\section*{Hall classification of a spontaneously gapped Bernal bilayer}

\subsection*{Problem}

A clean suspended Bernal (AB) graphene bilayer sits at charge neutrality with no applied perpendicular field. Electron--electron interaction has opened a gap $E_g=2|m|=2.0$ meV in each of the four spin--valley flavours $(\xi,s)$, where $\xi=\pm1$ labels the valleys $K,K'$ and $s=\pm1$ the spin along a common axis. The magnitude $|m|=1.0$ meV is given and is the same for all flavours; its sign may differ between them. For a stack of $N$ layers in chiral order (AB for $N=2$, ABC for $N=3$) the low-energy Hamiltonian on the outer sites $(A_1,B_N)$, ordered this way in both valleys, is
\begin{equation}
H_{\xi s}=\frac{v^N}{(-\gamma_1)^{N-1}}\begin{pmatrix}0&(\pi^\dagger)^N\\ \pi^N&0\end{pmatrix}+m_{\xi s}\,\sigma_z ,\qquad \pi=\xi p_x+ip_y ,
\label{eq:H}
\end{equation}
so $\sigma_z=+1$ means layer 1 and $\sigma_z=-1$ layer $N$. The electron charge is $-e$, the axes $x,y,z$ are right-handed, and $j_y=\sigma_{yx}E_x$.

Inputs (typical, approximate values): $v=1.0\times10^{6}$ m/s, $\gamma_1=0.39$ eV, trigonal-warping velocity $v_3=0.10\,v$, electron--hole asymmetry coefficient $|\eta|=0.15$, layer spacing $d_0=0.335$ nm, spin $g$ factor 2. The two-band model is trusted up to a kinetic energy $\Lambda=100$ meV. One planar gate lies at a vacuum-equivalent distance $d_g=300$ nm.

\begin{enumerate}
\item[(a)] Find the Berry curvature and the Berry flux of the valence band of one flavour.
\item[(b)] Decide whether trigonal warping changes the result.
\item[(c)] Classify all sign patterns of $m_{\xi s}$, and give the Hall conductances, the Hall voltages at 1 nA and the layer polarisation.
\item[(d)] Find the intrinsic Hall conductance of the anomalous Hall state at $\mu=1.5$ meV, $T=0$, and at $\mu=0$ for $T=1.5$ K and 4.2 K, with $|m|$ fixed.
\item[(e)] Find the density and gate voltage at which each state stays gapped in $B_z=0.10$ T.
\end{enumerate}

\subsection*{(a) Berry flux of one flavour}

\textbf{Scales.} For $N=2$ the off-diagonal element has size $\varepsilon=\beta k^2$ with $p=\hbar k$. With $\hbar v=0.658$ eV nm,
\begin{equation}
m^*=\frac{\gamma_1}{2v^2}=0.0343\,m_e,\qquad \beta=\frac{\hbar^2}{2m^*}=\frac{(\hbar v)^2}{\gamma_1}=1.11\ \mathrm{eV\,nm^2}.
\end{equation}
The bands are $\pm E$ with $E=\sqrt{m^2+\varepsilon^2}$. Kinetic energy equals the mass term at $k_0=\sqrt{|m|/\beta}=0.0300$ nm$^{-1}$, a length $1/k_0=33.3$ nm. Four flavours filled to $k_0$ hold $n_0=k_0^2/\pi=2.87\times10^{10}$ cm$^{-2}$; charge inhomogeneity must stay well below this scale for the film to be gapped throughout.

\textbf{Why a filled band carries a Hall current.} Let $\mathbf A=i\langle u|\nabla_{\mathbf k}u\rangle$ and $\Omega=\partial_{k_x}A_y-\partial_{k_y}A_x$ for the Bloch spinor $u$. A wave packet moves with $\dot{\mathbf r}=\nabla_{\mathbf k}E/\hbar-\dot{\mathbf k}\times\Omega\hat{\mathbf z}$ and $\hbar\dot{\mathbf k}=-e\mathbf E$. A field $E_x$ therefore adds $\dot y=-(e/\hbar)E_x\Omega$. The group velocity sums to zero over a filled band, and the sideways term gives
\begin{equation}
\sigma_{yx}=-\sigma_{xy}=\frac{e^2}{h}\,C,\qquad C=\frac{1}{2\pi}\int\Omega\,d^2k .
\label{eq:sigma}
\end{equation}

\textbf{Curvature.} Write $H=\mathbf d\cdot\boldsymbol\sigma$ with $d_x+id_y=H_{21}=\varepsilon e^{i\chi}$ and $d_z=m=E\cos\theta$. For $m>0$ the valence spinor $u=(\sin\frac\theta2\,e^{-i\chi},-\cos\frac\theta2)$ is smooth everywhere, because $\theta$ never reaches $\pi$. Its connection is
\begin{equation}
\mathbf A=\tfrac12(1-\cos\theta)\nabla_{\mathbf k}\chi .
\label{eq:A}
\end{equation}
With $k_x+ik_y=ke^{i\phi}$ one has $\pi=\xi\hbar k\,e^{i\xi\phi}$, so $\chi=N\xi\phi$ plus a constant: the layer pseudospin winds $N$ times around the valley centre, in opposite senses in the two valleys. Using $\varepsilon\propto k^N$, the curl of Eq.~(\ref{eq:A}) is
\begin{equation}
\Omega(k)=\frac{\xi N^2}{2}\,\frac{m\,\varepsilon^2}{k^2E^3}.
\end{equation}
Reversing $m$ reflects $\mathbf d$ in the equatorial plane and reverses $\Omega$, so the formula holds for both signs. For $N=2$ and $x=k^2/k_0^2$,
\begin{equation}
\Omega=\xi\,\mathrm{sgn}(m)\,\frac{2}{k_0^2}\,\frac{x}{(1+x^2)^{3/2}} ,
\end{equation}
which vanishes at $k=0$ and peaks on the ring $x=1/\sqrt2$, $k=0.0252$ nm$^{-1}$, at $4/(3\sqrt3\,k_0^2)=855$ nm$^2$.

\textbf{Flux.} On a contour of constant $E$, $\cos\theta=m/E$ is constant. Stokes' theorem applied to Eq.~(\ref{eq:A}) then gives the flux from all states with band energy below $E$ in magnitude:
\begin{equation}
C(E)=\frac{N}{2}\,\xi\,\mathrm{sgn}(m)\left(1-\frac{|m|}{E}\right),\qquad C_{\xi s}=C(\infty)=\frac N2\,\xi\,\mathrm{sgn}(m_{\xi s}).
\label{eq:C}
\end{equation}
The pseudospin starts at a pole and ends on the equator, covering one hemisphere $N$ times. The result depends on the sign of $m$ and not on its size. For the bilayer each flavour carries $C_{\xi s}=\pm1$.

\textbf{What is quantised.} At the cutoff the missing fraction is $|m|/\sqrt{m^2+\Lambda^2}=0.010$. One valley is not a closed surface, so its flux is not a strict invariant; for odd $N$ it is even half-integer. The flux of the filled bands over the whole Brillouin zone is an integer for each spin. At $m=0$ time reversal and inversion together force the curvature to vanish away from the band touchings, so the rest of the zone contributes only at order $|m|/\Lambda$. Two valleys that add give $2\times0.990=1.98$ inside the cutoff, and the exact integer is 2. Sums over valleys are thus exact, while differences between valleys are integers only up to corrections of order $|m|/\Lambda$.

\subsection*{(b) Trigonal warping and electron--hole asymmetry}

Skew interlayer hopping changes the bilayer element to $H_{21}=-\pi^2/2m^*+v_3\pi^\dagger$. For $\xi=+1$ and $w=\hbar v_3$ this is $-\beta k^2e^{2i\phi}+wke^{-i\phi}$. It vanishes at $k=0$ and at three satellite points $\phi=0,\pm2\pi/3$ with $k_s=w/\beta=0.0593$ nm$^{-1}$. The saddle between centre and satellite lies at
\begin{equation}
\varepsilon_L=\frac{w^2}{4\beta}=\frac{\gamma_1}{4}\left(\frac{v_3}{v}\right)^2=0.975\ \mathrm{meV},
\end{equation}
as large as $|m|$, so this term cannot be dropped without inspection. For constant $d_z=m$ the curl of Eq.~(\ref{eq:A}) is $\Omega=mJ/2E^3$, with $J$ the Jacobian of the map $(k_x,k_y)\to(d_x,d_y)$. Here
\begin{equation}
\Omega=\xi\,\frac{m\,(4\beta^2k^2-w^2)}{2E^3}.
\end{equation}
For $\xi\,\mathrm{sgn}(m)=+1$ this is $-w^2/2m^2=-2.2\times10^{3}$ nm$^2$ at the centre and $+3w^2/2m^2=6.5\times10^{3}$ nm$^2$ at each satellite. The smooth ring of part (a) is therefore not the real distribution of curvature.

The flux is untouched. The region with band energy below $E$ always contains all four zeros of $H_{21}$. The phase $\chi$ winds by $-\xi$ around the centre and by $+\xi$ around each satellite, in total $2\xi$, and $\cos\theta=m/E$ still holds on every piece of the boundary. Equation~(\ref{eq:C}) is therefore exact at every $E$ with warping included.

A second correction, $\eta\beta k^2$ times the unit matrix, leaves the spinors and $\Omega$ unchanged but shifts energies. At the satellites $\beta k_s^2=4\varepsilon_L=3.9$ meV, so they move by 0.6 meV against the centre, and the indirect gap falls to about 1.4 meV. It stays open, so the $T=0$ Hall numbers for $\mu$ in the gap stand, but both the doped and the thermal numbers in part (d) are affected.

\subsection*{(c) The sixteen sign patterns}

Define, with sums over the four flavours,
\begin{equation}
C=\sum C_{\xi s},\quad C_s=\sum s\,C_{\xi s},\quad C_v=\sum\xi\,C_{\xi s},\quad C_{sv}=\sum s\,\xi\,C_{\xi s},
\end{equation}
the charge, spin, valley and spin--valley Hall numbers. By Eq.~(\ref{eq:C}) they are $N/2$ times the projections of $\mathrm{sgn}(m_{\xi s})$ on the patterns $\xi$, $\xi s$, $1$ and $s$. These four patterns are orthogonal, which gives the sum rule $C^2+C_s^2+C_v^2+C_{sv}^2=4N^2$, equal to 16 for the bilayer: every gapped pattern has some Hall response, and the question is which quantum number flows. Time reversal $\mathcal T$ maps $m_{\xi s}\to m_{-\xi,-s}$. Inversion $\mathcal I$ swaps valleys and layers, $m_{\xi s}\to-m_{-\xi,s}$. With signs listed in the order $K{\uparrow},K{\downarrow},K'{\uparrow},K'{\downarrow}$ and $N=2$:

\begin{center}
\begin{tabular}{lccrrrrcc}
state & signs & count & $C$ & $C_s$ & $C_v$ & $C_{sv}$ & $\mathcal T$ & $\mathcal I$\\ \hline
QAH, $m\xi$ & $++--$ & 2 & 4 & 0 & 0 & 0 & broken & kept\\
QSH, $m\xi s$ & $+--+$ & 2 & 0 & 4 & 0 & 0 & kept & kept\\
LP, $m$ & $++++$ & 2 & 0 & 0 & 4 & 0 & kept & broken\\
LAF, $ms$ & $+-+-$ & 2 & 0 & 0 & 0 & 4 & broken & broken\\
3:1 & $+++-$ & 8 & 2 & $-2$ & 2 & 2 & broken & broken
\end{tabular}
\end{center}

QAH stands for quantum anomalous Hall, QSH for quantum spin Hall, LP for layer-polarised (quantum valley Hall) and LAF for layer antiferromagnet. The counts include the overall sign reversal; the eight 3:1 patterns have all four numbers equal to $\pm2$. In all, 2 patterns have $|C|=2N$, 8 have $|C|=N$ and 6 have $C=0$. Without spin--orbit coupling the spin axis is free, so QSH, LAF and 3:1 rows stand for families related by spin rotation. This scheme was set out by Zhang, Jung, Fiete, Niu and MacDonald (2011). It does not say which state has the lowest energy; that needs the interaction energy.

\textbf{Charge Hall response.} With $e^2/h=38.74\ \mu$S,
\begin{equation}
|\sigma_{xy}|_{\rm QAH}=2N\frac{e^2}{h}=4\frac{e^2}{h}=155.0\ \mu\mathrm S,\qquad |\sigma_{xy}|_{3:1}=N\frac{e^2}{h}=77.5\ \mu\mathrm S .
\end{equation}
With $\sigma_{xx}=0$, inverting the tensor gives $|R_{xy}|=h/|C|e^2$: 6.45 k$\Omega$ and 12.9 k$\Omega$. At 1 nA the Hall voltages are 6.45 $\mu$V and 12.9 $\mu$V at zero magnetic field, far below the gap voltage of 2 mV, so the response is linear. LP, LAF and QSH give zero charge Hall conductance.

\textbf{Edges.} The QAH state has four chiral channels on each edge; in a six-terminal Hall bar $R_{xx}=0$. The QSH state has $C_\uparrow=-C_\downarrow=\pm2$ and a spin Hall conductance of magnitude $(\hbar/2e)\,|C_s|\,e^2/h=e/\pi$. Each edge has two channels per direction, with opposite spins. An even number of such pairs is not protected by time reversal, only by conservation of the spin component along the order axis. If that holds and contacts equilibrate the channels, each edge segment is a resistor $h/2e^2$. In a six-terminal bar the current splits equally between the two edges, so $R_{xx}=h/4e^2=6.45$ k$\Omega$ and $R_{xy}=0$. A two-terminal device gives $4e^2/h$ for both QAH (four forward channels on one edge) and QSH (two on each edge), so it cannot tell them apart. In LP and LAF the counterflowing partners have the same spin and opposite valley; an atomically rough edge mixes valleys, so these states have no protected edge conduction. At a smooth wall where one flavour's mass changes sign, $C_{\xi s}$ jumps by $N$ and two co-propagating modes run along the wall. A QAH film broken into domains of both signs loses its net Hall signal.

\textbf{Layer polarisation.} A valence state has $\langle\sigma_z\rangle=-m/E$. The density of states in $\varepsilon$ is $1/4\pi\beta$ per flavour, so without warping
\begin{equation}
n_1-n_2=-\sum_{\xi s}\frac{m_{\xi s}}{4\pi\beta}\int_0^\Lambda\frac{d\varepsilon}{\sqrt{\varepsilon^2+m^2}}=-\frac{C_v}{4}\,n_0\,\mathrm{arsinh}\frac{\Lambda}{|m|}.
\end{equation}
For LP the magnitude is about $1.5\times10^{11}$ cm$^{-2}$; doubling $\Lambda$ raises it by 13\%, so it is an estimate. QAH, QSH and LAF have no net polarisation. In LAF the two spins polarise toward opposite layers, which gives the name. An interlayer energy difference $U$ adds $U/2$ to every $m_{\xi s}$. If the masses were rigid, it would close the gap of two flavours in QAH, QSH or LAF at $|U|=2|m|$, an internal (screened) field $2|m|/ed_0=6.0$ mV/nm, whereas an aligned LP gap only grows.

\subsection*{(d) Doping and temperature}

The conduction band has curvature $-\Omega$. Filling it to $\mu>|m|$ subtracts the flux $C(\mu)$ of Eq.~(\ref{eq:C}), and emptying the valence band to $-\mu$ does the same:
\begin{equation}
\sigma_{yx}(\mu)=C\,\frac{e^2}{h}\,\frac{|m|}{|\mu|},\qquad|\mu|>|m| .
\end{equation}
For QAH at 1.5 meV this is $2.7\,e^2/h$, valid for $\eta=0$. The $\eta$ term shifts the satellites by 0.6 meV, more than $\mu-|m|=0.5$ meV, so it must be kept here. With $\mu$ counted from the middle of the gap at the valley centre, the Fermi contour is $E+\eta\beta k^2=\mu$. Along it $E$ varies, and Stokes' theorem gives
\begin{equation}
\sigma_{yx}(\mu)=C\,\frac{e^2}{h}\left[1-\frac{\xi}{4\pi}\oint\left(1-\frac{|m|}{E}\right)d\chi\right].
\end{equation}
For $\eta=+0.15$ the satellite conduction minima lie at 1.53 meV, so at 1.5 meV only the central pocket is filled. Its winding is $-\xi$, and the integral gives $4.6\,e^2/h$, above the plateau value. For $\eta=-0.15$ one contour encloses all four zeros and reaches out to larger $E$, which gives $1.7\,e^2/h$. The answer at 1.5 meV is therefore $4.6\,e^2/h$ or $1.7\,e^2/h$ according to the sign of $\eta$, which the input $|\eta|$ leaves open. This is the intrinsic part only; a metal also has disorder contributions, and doping weakens a spontaneous mass.

At $\mu=0$ the shell $dE$ holds the flux fraction $|m|\,dE/E^2$, weighted by the occupation difference $f(-E)-f(E)=\tanh(E/2k_BT)$, where $f$ is the Fermi function. With $a=|m|/k_BT$ and $E_2(y)=\int_1^\infty t^{-2}e^{-yt}dt$,
\begin{equation}
\frac{\sigma_{yx}(T)}{\sigma_{yx}(0)}=\int_{|m|}^\infty\frac{|m|}{E^2}\tanh\frac{E}{2k_BT}\,dE=1-2\sum_{j=1}^\infty(-1)^{j+1}E_2(ja).
\end{equation}
The series follows from $\tanh(y/2)=1-2/(e^y+1)$ and the geometric expansion in $e^{-y}$. Since $|m|/k_B=11.6$ K, $a=7.74$ at 1.5 K and $a=2.76$ at 4.2 K. The deficits are $9\times10^{-5}$ and 0.027, the latter leaving $3.89\,e^2/h$. Both formulas hold with warping, by part (b). They do not hold with the $\eta$ term. If $\mu$ sits midway in the indirect gap, the activation energy drops by about 0.3 meV, which raises the Boltzmann factor by about 10 at 1.5 K and about 2 at 4.2 K. The deficits are then order-of-magnitude values: at most about a part in a thousand at 1.5 K and several percent at 4.2 K. Activated carriers also give $\sigma_{xx}>0$, which lowers $|R_{xy}|=|\sigma_{xy}|/(\sigma_{xx}^2+\sigma_{xy}^2)$, and $|m|$ itself shrinks as $T$ rises.

\subsection*{(e) Weak magnetic field}

Landau levels give an independent derivation of Eq.~(\ref{eq:C}). With $\mathbf p\to\mathbf p+e\mathbf A_{\rm em}$, $[p_x,p_y]=-i\hbar eB_z$ and $[\pi,\pi^\dagger]=-2\xi\hbar eB_z$. For $\xi=+1$, $B_z>0$ this makes $\pi^\dagger=\sqrt{2\hbar eB_z}\,\hat a$ a lowering operator. Without warping $H_{12}=-\hbar\omega_c\hat a^2$, with $\hbar\omega_c=\hbar eB_z/m^*=0.34$ meV at 0.10 T. The states $(0,|0\rangle)$ and $(0,|1\rangle)$ are annihilated by $\hat a^2$ and sit at energy $-m$ on layer 2; all others form pairs $\pm\sqrt{m^2+(\hbar\omega_c)^2\,l(l-1)}$, $l\ge2$. For $\xi=-1$ the two unpaired levels sit at $+m$ on layer 1. Neutrality means half of all states filled. With $\mu$ in the gap each pair is half filled, and the $N$ unpaired levels are full if $\xi m>0$ and empty if $\xi m<0$, an excess of $\pm N/2$ levels, which equals $C_{\xi s}$. Each level holds $eB_z/h$ states per area, so
\begin{equation}
n=C\,\frac{eB_z}{h},\qquad \frac{eB_z}{h}=2.42\times10^{9}\ \mathrm{cm^{-2}}\ \text{at }0.10\ \mathrm T .
\end{equation}
This is the St\v{r}eda relation, and its sign agrees with Eq.~(\ref{eq:sigma}): a charge density $-en$ drifting at $\mathbf E\times\mathbf B/B^2$ gives $\sigma_{yx}=en/B_z$. Here $\hbar\omega_c<\varepsilon_L$, so warping rearranges the paired levels, but not the count: $H^2=m^2+\mathrm{diag}(H_{12}H_{21},H_{21}H_{12})$ keeps every level at $|E|\ge|m|$ and paired, apart from the net two unpaired ones fixed by the leading $\hat a^2$ term.

The gate capacitance is $c_g=\epsilon_0/d_g=2.95$ nF/cm$^2$, or $c_g/e=1.84\times10^{10}$ cm$^{-2}$/V. The gapped state follows the line $V_g=en/c_g$, counted from neutrality, with slope $dV_g/dB_z=Ce^2/hc_g$:

\begin{center}
\begin{tabular}{lccc}
state & $|n|$ at 0.10 T (cm$^{-2}$) & $|V_g|$ (V) & slope (V/T)\\ \hline
QAH & $9.67\times10^{9}$ & 0.525 & 5.25\\
3:1 & $4.84\times10^{9}$ & 0.263 & 2.63\\
QSH, LP, LAF & 0 & 0 & 0
\end{tabular}
\end{center}

For $B_z>0$ the QAH state with $C=+4$ lies on the electron side (filling factor $\nu=nh/eB_z=+4$) and its partner on the hole side. Two side effects are small. The Zeeman splitting is $2\mu_BB_z=0.012$ meV; it barely alters the gap, though it orients the free spin axis of LAF and QSH. The single gate also creates an interlayer difference: for QAH the added charge is shared equally by the layers, so the unscreened value is $U=e^2nd_0/2\epsilon_0=0.29$ meV, well short of the 2 meV needed to flip a mass.

\subsection*{Results}

Each flavour of the gapped bilayer carries $C_{\xi s}=\xi\,\mathrm{sgn}(m_{\xi s})$, the $N=2$ case of $(N/2)\,\xi\,\mathrm{sgn}(m)$, and trigonal warping of size 0.975 meV does not change it. The QAH state has $|\sigma_{xy}|=4e^2/h=155.0\ \mu$S, $|R_{xy}|=6.45$ k$\Omega$ and a gap that runs along $\nu=\pm4$ at 5.25 V/T. The 3:1 states have half that conductance and follow $\nu=\pm2$. QSH, LP and LAF have no charge Hall response and stay at $\nu=0$; among them QSH has helical edges as long as spin is conserved, and LP alone has a net layer polarisation, so it alone can keep its gap growing under a perpendicular field.